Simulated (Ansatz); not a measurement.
# LaSb: pressure against volume per atom

Results calculated with Ansatz 0.2.0, not measured. Periodic Kohn-Sham DFT of a crystal at fixed atoms; pressure and stress are positive in compression; the energy is the free energy less that of spherical unpolarised free atoms; site moments are those in the method's own spheres, positive along +z.

Cell of the first row (space group Fm-3m, No. 225):
```
CELL_PARAMETERS angstrom
0.00000 3.17880 3.17880
3.17880 0.00000 3.17880
3.17880 3.17880 0.00000
ATOMIC_POSITIONS crystal
La 0.00000 0.00000 0.00000
Sb 0.50000 0.50000 0.50000
```

Settings of every row: method frozen-core PAW; functional PBEsol; relativity scalar; k mesh 10x10x10; filling fermi-dirac; smearing width 0.05 eV; wave cutoff 420 eV; paw set soft_2.

Atom start moment: 0 on all atoms.

Limits: PAW files made with PBE; no spin-orbit coupling on heavy atoms.

```csv
row,volume per atom (Å³),pressure (GPa)
1,32.12,2.791
2,32.803,1.413
3,33.487,0.169
4,33.828,-0.407
5,34.17,-0.953
6,34.512,-1.473
7,34.853,-1.966
8,35.537,-2.878
9,36.22,?
```

Question: what pressure should row 9 give?

Worked fit of pressure. Take u = (V_r/V)^(2/3) − 1 with V_r = 33.999 Å³ an atom, which is twice the finite (Eulerian) strain; such expansions in the strain, on which the Birch-Murnaghan equation of state is built, carry the rest volume and the bulk modulus. The shown rows have u = 0.03863, 0.02416, 0.01017, 0.00337, -0.00334, -0.00993, -0.0164, -0.02906. Least squares give pressure = −0.6838 + 81.686 × u + 213.38 × u² GPa; a straight line predicts inner rows, each left out in turn, worse (root mean square 0.073 against 0.0012 GPa). The rows lie off it by 0.001, -0.001, 0.000, -0.001, 0.001, 0.001, 0.000, -0.001. The pressure vanishes at u = 0.0082, or V = 33.59 Å³ an atom, and there the bulk modulus at fixed shape and fractions is B = −V dP/dV = (2/3)(1 + u) dP/du = 57.3 GPa. The withheld row has u = -0.04131, so the fit gives −0.6838 + 81.686 × (-0.04131) + 213.38 × (-0.04131)² = -3.694 GPa.

The calculation gave -3.699 GPa. The fit lies 0.005 GPa (0.077 % of the column's range) above it; its largest miss of a shown row is 0.001 GPa. This row lies beyond the range of the fit.
